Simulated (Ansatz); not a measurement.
## WC: phonon entropy against temperature

All results are calculated (Ansatz 0.2.0). Harmonic phonon free energy (zero-point part included), entropy and heat capacity at constant volume from interpolated force constants; periodic cell, basis, potentials, k mesh and filling as listed.

Structure of every row (space group P-6m2, No. 187):
```
cell vectors (Å)
   2.9065     0.0000     0.0000
  -1.4533     2.5171     0.0000
   0.0000     0.0000     2.8366
atoms (fractions of the cell vectors)
W   0.00000  0.00000  0.00000
C   0.66667  0.33333  0.50000
```

Settings of every row: functional PBEsol; dispersion none; potentials PAW; wave cutoff 462.59 eV; density cutoff 1850.4 eV; k mesh 12x12x10; k shift 0x0x0; occupations cold; smearing width 0.1 eV; spin none; phonon method finite displacements; phonon supercell 2x2x2; dipole term of polar modes left out.

Limits: coarse k mesh, up to 40 meV an atom off; small supercell for force constants; volume not checked for rest; no spin-orbit coupling, which can matter with elements this heavy.

```
row  temperature (K)  phonon entropy (k_B/atom)  phonon free energy (meV/atom)  phonon heat capacity (k_B/atom)
  1              160                      0.866                           74.5                            1.298
  2              240                      1.496                          66.33                            1.819
  3              320                      2.072                             54                            2.178
  4              400                      2.585                          37.91                            2.412
  5              480                      3.039                           18.5                            2.564
  6              560                      3.442                          -3.87                            2.666
  7              640                      3.803                         -28.87                            2.737
  8              720                      4.129                         -56.22                            2.788
  9              800                      4.424                         -85.72                            2.826
 10              880                          ?                              ?                                ?
 11              960                      4.945                        -150.41                            2.877
```

Question: what phonon entropy should row 10 give?

Worked fit of phonon entropy. Entropy rises as the heat capacity times the change of ln T, so take t = ln(T / 300 K). The shown rows have t = -0.6286, -0.2231, 0.0645, 0.2877, 0.47, 0.6242, 0.7577, 0.8755, 0.9808, 1.1632. Least squares give phonon entropy = 1.9599 + 2.06142 × t + 0.4563 × t² k_B/atom; a straight line predicts inner rows, each left out in turn, worse (root mean square 0.11 against 0.021 k_B/atom). The rows lie off it by 0.022, -0.027, -0.023, -0.006, 0.009, 0.018, 0.019, 0.015, 0.003, -0.030 (root mean square 0.019 k_B/atom), a smooth pattern that one more power would take up: the form is only approximate. The slope at t = 0, 2.06 k_B/atom, estimates the heat capacity at 300 K. The withheld row has t = 1.0761, so the fit gives 1.9599 + 2.06142 × (1.0761) + 0.4563 × (1.0761)² = 4.707 k_B/atom.

The calculation gave 4.695 k_B/atom. The fit lies 0.012 k_B/atom (0.29 % of the column's range) above it; its largest miss of a shown row is 0.030 k_B/atom.

The other values of row 10: phonon free energy -117.17 meV/atom; phonon heat capacity 2.855 k_B/atom.
